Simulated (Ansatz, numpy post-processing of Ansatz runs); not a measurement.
# Zincblende CdS under biaxial strain normal to [001]: band gap, valence splitting and electron mass with r2SCAN

Stretching the (001) plane of zincblende CdS narrows its gap, and so does squeezing it, though nearly four times more slowly. A plain volume effect would change sign with the strain, so something else must act on both sides. The question matters for films grown on a substrate, whose lattice sets the strain and with it the absorption edge and the character of the holes. I follow the Kohn-Sham gap, the electron mass and the splitting of the valence top from 2 per cent compression to 2 per cent tension, with the [001] axis free to relax. Changes are counted from the unstrained cell of the same functional. One measured gap, from an as-grown film, serves as an outside check.

## Method

CdS (zincblende), space group 216, 2 atoms in the cell, not the usual structure at ambient conditions. The reference is the cell relaxed to zero pressure with this functional (primitive vectors 4.157, 4.157, 4.157 angstrom). An equal strain is imposed in the plane normal to [001], as by a substrate; the length along [001] is adjusted until the stress along it vanishes, and ions are relaxed. Ansatz 0.2.0, plane waves with PAW potentials (set ansatz_paw_generated_soft_1), r2SCAN, scalar-relativistic, without spin-orbit coupling, no spin polarisation, no Hubbard U; cutoff 500 eV, self-consistent k meshes 6x6x6. Band extrema were located on a dense mesh in each cell and refined; masses are central differences at 0.008 and 0.03 1/angstrom. The same in all rows: where the valence-band maximum and the conduction-band minimum lie in the zone: Gamma to Gamma.

- imposed strain (per cent): in-plane strain imposed, positive in tension.
- free strain (per cent): resulting strain along the free axis.
- band gap (eV): fundamental Kohn-Sham gap, conduction-band minimum minus valence-band maximum.
- electron mass (m_e): electron conductivity mass of the lowest valley, in free-electron masses.
- valence splitting (eV): depth of the next valence level below the valence top, at the same point of the zone, listed up to 0.12 eV.

## Numbers

```
member         side         imposed strain (per cent)  free strain (per cent)  band gap (eV)  electron mass (m_e)  valence splitting (eV)
−2.0 per cent  compression  −2.0                       2.90                    1.506          0.152                –
−1.5 per cent  compression  −1.5                       2.20                    1.515          0.152                –
−1.0 per cent  compression  −1.0                       1.48                    1.522          0.152                0.0789
−0.5 per cent  compression  −0.5                       0.74                    1.530          0.152                0.0385
+0.0 per cent  compression  0.0                        0.00                    1.537          0.151                –
+0.0 per cent  tension      0.0                        0.00                    1.537          0.151                –
+0.5 per cent  tension      0.5                        −0.74                   1.506          0.151                0.0367
+1.0 per cent  tension      1.0                        −1.48                   1.477          0.150                0.0716
+1.5 per cent  tension      1.5                        −2.27                   1.449          0.150                0.1061
+2.0 per cent  tension      2.0                        −3.04                   1.422          0.150                –
```

Least-squares fits to the whole series, with x = imposed strain (per cent); R² in the fitted variables, residuals in the unit of y:

```
y                    side         members  fit                        R²    rms residual  leave-one-out rms  standard deviation of y
band gap (eV)        compression  5        y = 1.5374 + 0.015400 x    1.00  4.7×10⁻⁴      9.4×10⁻⁴           0.012
band gap (eV)        tension      5        y = 1.5356 − 0.057400 x    1.00  0.0011        0.0023             0.045
electron mass (m_e)  compression  5        y = 0.1514 − 4.000×10⁻⁴ x  0.50  2.8×10⁻⁴      5.7×10⁻⁴           4.5×10⁻⁴ (fit no better than the mean)
electron mass (m_e)  tension      5        y = 0.1510 − 6.000×10⁻⁴ x  0.75  2.4×10⁻⁴      3.8×10⁻⁴           5.5×10⁻⁴
```

## What drives the series

Both band edges stay at Γ in every row. From the unstrained 1.537 eV the gap falls to 1.422 eV at +2.0 per cent and to 1.506 eV at −2.0 per cent. The electron mass hardly moves, from 0.152 to 0.150 across the whole series.

For a model I split the strain into two parts, both in per cent. The volume part is v = 2 × (imposed strain) + (free strain), and the tetragonal part is t = (imposed strain) − (free strain).

First, I assume that v shifts the conduction edge against the centre of the valence triplet by a·v. Second, the conduction edge is a single s-like level, so t does not move it to first order. Third, t splits the three sulfur p levels into a singlet along [001] and a doublet in the plane, a distance s·|t| apart. The centre of the triplet stays put, so the singlet moves by two thirds of the splitting and the doublet by one third, in opposite directions.

The order of the levels follows from the bonds. Tension tilts them towards the plane, which strengthens the bonding of the in-plane p orbitals and weakens that of the [001] orbital. The singlet therefore rises to the top under tension, and the doublet under compression. With E₀ the unstrained gap,

tension: gap = E₀ + a·v − 2s|t|/3

compression: gap = E₀ + a·v − s|t|/3

The splitting lowers the gap on both sides, twice as strongly under tension. With a negative, the volume term adds to the fall under tension and works against it under compression, which makes the two slopes still more unequal.

For the mass I use 1/m = 1 + P/E, where P is the coupling energy between the edges and E the distance from the conduction edge to the centre of the triplet. An average over directions involves all three p levels, so the mass should follow a·v and not the gap itself.

## The model against the table

I fix the model on the unstrained cell and on +1.0 per cent. The first gives E₀ = 1.537 eV. For the second, v = 2 × 1.0 − 1.48 = 0.52 and t = 1.0 + 1.48 = 2.48, so that

s = 0.0716 / 2.48 = 0.0289 eV per per cent

a = (1.477 − 1.537 + 2 × 0.0716 / 3) / 0.52 = −0.0236 eV per per cent

The value of a rests on a small difference, and a change of 0.001 eV in one gap moves it by about 8 per cent.

At +0.5 per cent, v = 2 × 0.5 − 0.74 = 0.26 and t = 0.5 + 0.74 = 1.24:

1.537 − 0.0236 × 0.26 − 2 × 0.0289 × 1.24 / 3 = 1.507 eV, against 1.506 eV in the table.

At +2.0 per cent, v = 2 × 2.0 − 3.04 = 0.96 and t = 2.0 + 3.04 = 5.04:

1.537 − 0.0236 × 0.96 − 2 × 0.0289 × 5.04 / 3 = 1.417 eV, against 1.422 eV.

At −1.0 per cent, v = −0.52 and t = −2.48:

1.537 + 0.0236 × 0.52 − 0.0289 × 2.48 / 3 = 1.525 eV, against 1.522 eV.

At −2.0 per cent, v = −2 × 2.0 + 2.90 = −1.10 and t = −2.0 − 2.90 = −4.90:

1.537 + 0.0236 × 1.10 − 0.0289 × 4.90 / 3 = 1.516 eV, against 1.506 eV.

The other three rows follow in the same way.

At −0.5 per cent, with v and t opposite to those at +0.5:

1.537 + 0.0236 × 0.26 − 0.0289 × 1.24 / 3 = 1.531 eV, against 1.530 eV.

At −1.5 per cent, v = −2 × 1.5 + 2.20 = −0.80 and t = −1.5 − 2.20 = −3.70:

1.537 + 0.0236 × 0.80 − 0.0289 × 3.70 / 3 = 1.520 eV, against 1.515 eV.

At +1.5 per cent, v = 2 × 1.5 − 2.27 = 0.73 and t = 1.5 + 2.27 = 3.77:

1.537 − 0.0236 × 0.73 − 2 × 0.0289 × 3.77 / 3 = 1.447 eV, against 1.449 eV.

Over the rows not used to fix the model, the rms miss is 0.003 eV under tension, where the gaps scatter by 0.045 eV about their mean. Under compression it is 0.006 eV against a scatter of 0.012 eV, a much weaker success, although no row on that side was used to set a or s.

## Departures from the trend

Largest departures from the fit to the whole series:

```
member         side         band gap (eV)  fit    computed − fit  in rms residuals
−1.5 per cent  compression  1.515          1.514  +0.001          1.5
+0.0 per cent  tension      1.537          1.536  +0.001          1.3
−2.0 per cent  compression  1.506          1.507  −0.001          1.3
+1.0 per cent  tension      1.477          1.478  −0.001          1.1
```

The computed gap lies below the model under compression, by up to 0.010 eV at −2.0 per cent, and above it at large tension, by 0.005 eV at +2.0 per cent. The assumption that fails is a constant s. Dividing the listed splittings by |t| gives 0.0789 / 2.48 = 0.0318 eV per per cent at −1.0 and 0.1061 / 3.77 = 0.0281 at +1.5. With the listed splittings in place of s|t|, the model gives 1.537 + 0.0236 × 0.52 − 0.0789 / 3 = 1.523 eV and 1.537 − 0.0236 × 0.73 − 2 × 0.1061 / 3 = 1.449 eV for these rows, within 0.001 eV of the table.

So the splitting has a part of second order in the strain. Shorter bonds alone do not explain it: a coupling that falls as the inverse square of bond length would change by under 1 per cent between −1.0 and +1.0, whereas s changes by about a tenth. I leave its origin open.

The gaps alone would also allow the reverse order of singlet and doublet, with a about three times larger, (1.477 − 1.537 + 0.0716 / 3) / 0.52 = −0.0695 eV per per cent. The unstrained cell gives P = (1/0.151 − 1) × 1.537 = 8.64 eV. At −2.0 per cent E would then be 1.537 + 0.0695 × 1.10 = 1.613 eV and the mass 1 / (1 + 8.64 / 1.613) = 0.157, where the table has 0.152. That supports the order taken from the bonds.

## Experiment

```
member         quantity       measured  computed, tension  computed − measured  conditions                                                                 source
+0.0 per cent  band gap (eV)  2.42      1.537              −0.883               optical gap from inflexion point of photoacoustic spectrum, as-grown film  [1]
```

Sources:

[1] "Study of the band--gap shift in CdS films: Influence of thermal annealing in different atmospheres" (1995, arXiv:cond-mat/9501125)

The computed gap of the unstrained cell is 0.883 eV below the measured 2.42 eV, an error of 0.883 / 2.42 = 36 per cent. Most of this is the usual shortfall of a semilocal Kohn-Sham gap. Spin-orbit coupling would lower the computed value by a further 0.02 eV or so, and lattice vibrations would lower it too, so neither helps to close the distance.

The measured number has its own uncertainties. It is the inflexion point of a photoacoustic spectrum, which need not coincide with the fundamental gap. An as-grown film may contain wurtzite as well as zincblende, and it may be strained or fine-grained. Strain of the size treated here moves the gap by about 0.1 eV at most, far too little to account for the error. With no measured gap at a known strain in the table, the trend itself is not compared here.

The electron mass suffers from the same error. Keeping P fixed, P = (1/0.151 − 1) × 1.537 = 8.64 eV, and with the measured gap the mass becomes 1 / (1 + 8.64 / 2.42) = 0.219. I would therefore expect the tabulated masses to be too light by roughly a third, while their near independence of strain should survive.

## Rules of thumb and their limits

Within 2 per cent of strain either way, a volume shift and a split p triplet account for the fall of the gap on both sides, though with a constant s they give only about two thirds of it at −2.0 per cent. The electron mass may be taken as constant to about 1 per cent.

The largest omission is the correction to the semilocal gap, roughly +0.9 eV, against a spread of 1.537 − 1.422 = 0.115 eV in the table. It should shift all rows by a similar amount. Spin-orbit coupling splits the valence top by very roughly 0.07 eV, as much as 1 per cent of strain does. At small strain it mixes the p levels, reduces the splitting of the top to two thirds, and softens the initial slope under tension from about −0.06 to −0.04 eV per per cent.

[Logs are printed without paths, hosts, clocks, repeated set-up lines and the standing remarks that a program may print on its own settings, such as how far it seeks lower states.]

[On method and selection: A blank cell means that the quantity is not defined for the row (degenerate or flat band, gap under 0.12 eV, no such level or valley in the search window, times from unlike processors), was not computed, or did not pass its check. Runs that did not converge, have known faults or may not be shown are not listed, and runs on Ansatz's PAW sets soft_1 and soft_2 are kept to separate tables.]
